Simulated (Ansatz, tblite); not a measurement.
# How methods differ on GeH2F− (SMILES [F][GeH2-])

GeH2F−: 4 atoms, total charge -1, spin state singlet. SMILES: `[F][GeH2-]`. The shape comes from GFN2-xTB, which is rough for such elements, and wasn't checked as a minimum.

Quantity: the vertical energy of the triplet above the singlet, in eV. The values are calculated.

```tsv
level	kind	program	value (eV)	less FCI/STO-3G
GFN2-xTB	semi-empirical	tblite	4.68	-0.76
SVWN5/STO-3G	LDA	Ansatz	4.73	-0.71
revPBE/STO-3G	GGA	Ansatz	4.66	-0.78
B3LYP/STO-3G	global hybrid	Ansatz	5.05	-0.39
wB97X/STO-3G	range-separated hybrid	Ansatz	5.10	-0.34
RPA@PBE/STO-3G	RPA	Ansatz	4.05	-1.39
MP2/STO-3G	perturbation theory	Ansatz	5.45	+0.01
CCSD/STO-3G	coupled cluster or CI	Ansatz	5.57	+0.13
CCSDT/STO-3G	coupled cluster or CI	Ansatz	5.45	+0.01
FCI/STO-3G	exact in the basis	Ansatz	5.44	0.00
```

FCI/STO-3G is exact within its basis and frozen core, so for wave-function methods in that basis the difference is their error; functionals converge differently with the basis, so for them it is only a difference. All-electron rows without a relativistic Hamiltonian named are non-relativistic. Sets without diffuse functions describe the anion poorly. The values span 4.05 to 5.57 eV. All rows use very small basis sets, so none should be taken for the real molecule's value. In the correlated wave-function rows the outer d shell of Ge is correlated, in sets not made for it.

Every method places the singlet well below the triplet at this geometry, as expected for a germyl-type anion. Germanium has a filled octet with a lone pair, and unlike in a neutral germylene there is no empty valence p orbital to take a promoted electron. The triplet must therefore occupy an orbital that is largely Ge–F or Ge–H antibonding in a valence-only description, which makes the vertical gap large.

Among the wave-function methods, CCSD overshoots the exact gap by 0.13 eV, and full triples remove nearly all of that error. MP2 comes equally close, probably through cancellation between the errors of the two states, so its match here is no evidence that it is generally better than CCSD. The two hybrids give larger gaps than the LDA and GGA, while RPA gives the smallest, at 4.05 eV; a more elaborate treatment of correlation thus doesn't by itself bring the gap closer to the reference. Whether the triplet is bound against loss of an electron remains open, since no detachment energy was computed.
